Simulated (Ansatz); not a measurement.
# Cu: the change of pressure with volume per atom

Results calculated with Ansatz 0.2 development, not measured. All-electron LAPW DFT of a crystal on the k mesh given, cartesian forces, stress positive in compression, open shells may miss their lowest state, no spin.

Cell of the first row (space group Fm-3m, No. 225):
```
CELL_PARAMETERS angstrom
0.00000 1.73610 1.73610
1.73610 0.00000 1.73610
1.73610 1.73610 0.00000
ATOMIC_POSITIONS crystal
Cu 0.00000 0.00000 0.00000
```

Settings of every row: k mesh 12x12x12; k shift 0x0x0; occupations Fermi-Dirac; smearing width 0.06 eV; functional LDA; relativity scalar, some core shells by Dirac; nucleus point; basis error target 0.25 meV/atom; hardware server CPU, model not recorded, shared host; command ansatz run INPUT --backend cpu --pin off --threads 1.

Limits: coarse k mesh.

| row | volume per atom (Å³) | pressure (GPa) |
| --- | --- | --- |
| 1 | 10.465 | 8.19 |
| 2 | 10.806 | 1.36 |
| 3 | 11.147 | -4.3 |
| 4 | 11.489 | -8.98 |
| 5 | 11.83 | -12.84 |
| 6 | 12.171 | ? |
| 7 | 12.512 | -18.61 |

Question: what pressure should row 6 give?

Worked fit of pressure. Take u = (V_r/V)^(2/3) − 1 with V_r = 11.318 Å³ an atom, which is twice the finite (Eulerian) strain; such expansions in the strain, on which the Birch-Murnaghan equation of state is built, carry the rest volume and the bulk modulus. The shown rows have u = 0.05363, 0.03134, 0.0102, -0.00995, -0.02907, -0.06468. Least squares give pressure = −6.752 + 232.34 × u + 815.1 × u² + 890 × u³ GPa; a parabola predicts inner rows, each left out in turn, worse (root mean square 0.059 against 0.0055 GPa). All shown rows lie on it to the printed digit. The pressure vanishes at u = 0.0265, or V = 10.88 Å³ an atom, and there the bulk modulus at fixed shape and fractions is B = −V dP/dV = (2/3)(1 + u) dP/du = 190 GPa. The withheld row has u = -0.04729, so the fit gives −6.752 + 232.34 × (-0.04729) + 815.1 × (-0.04729)² + 890 × (-0.04729)³ = -16.01 GPa.

The calculation gave -16.02 GPa. The fit lies 0.01 GPa (0.037 % of the column's range) above it, one unit of the last digit.
